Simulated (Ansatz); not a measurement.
Ligand exchange: CHBr2F + SiH2(CH3)F → CHBrF2 + SiH2(CH3)Br

Species: CHBr2F (dibromofluoromethane) `FC(Br)Br`, singlet; SiH2(CH3)F, singlet; CHBrF2 (bromodifluoromethane) `FC(F)Br`, singlet; SiH2(CH3)Br, singlet. The partners trade Br for F: C–Br and Si–F bonds give way to C–F and Si–Br.

Shapes, held fixed at every level: PBE0-D4/def2-TZVP. Programs: Ansatz 0.2.0. The zero-point and thermal change to 298 K, harmonic and unscaled (PBE0-D4/def2-TZVP), is +2.0 kJ/mol.

```tsv
level	kind	ΔH(298 K) (kJ/mol)	less CCSD(T)/def2-TZVPP
HF/def2-SVP	Hartree–Fock	-15.4	-41.9
B3LYP-D4/def2-TZVPP	global hybrid	+25.3	-1.2
wB97M-V/def2-TZVPP	range-separated hybrid	+19.6	-6.9
wB97X-V/def2-TZVPP	range-separated hybrid	+18.1	-8.4
MP2/def2-SVP	perturbation theory	+2.4	-24.1
MP2/def2-TZVPP	perturbation theory	+32.3	+5.8
CCSD(T)/def2-TZVPP	coupled cluster or CI	+26.5	0.0
```

The highest level, CCSD(T)/def2-TZVPP, gives ΔH(298 K) = +26.5 kJ/mol; the levels span -15.4 to +32.3. They disagree on the sign: 6 of 7 are positive. The column of differences is taken from that level and isn't an error. No measured value is set beside it here. Relativity is left out for Br. Outer-core shells of Br are correlated in most correlated rows, in sets that cover them unevenly.

The exchange is endothermic at every triple-zeta level, so fluorine prefers silicon and bromine is better left on carbon. The main reason is the strength of the Si–F bond: silicon is more electropositive than carbon, which gives the bond a large ionic contribution, and fluorine lone pairs can donate into σ* orbitals at silicon. Replacing Si–F by Si–Br costs more than replacing C–Br by C–F returns. The second fluorine on carbon probably softens this penalty, since geminal C–F bonds stabilise each other through anomeric donation.

The lone negative value, from HF/def2-SVP, doesn't put that preference in doubt. MP2 rises from +2.4 to +32.3 kJ/mol between the two basis sets, and in the smaller one it already lies above Hartree–Fock, so both the basis and missing correlation pull the result down, probably because a small set describes the compact, polar Si–F bond poorly. The direction is therefore better supported than the exact magnitude. A reaction enthalpy gives no information on how fast the halogens would exchange.
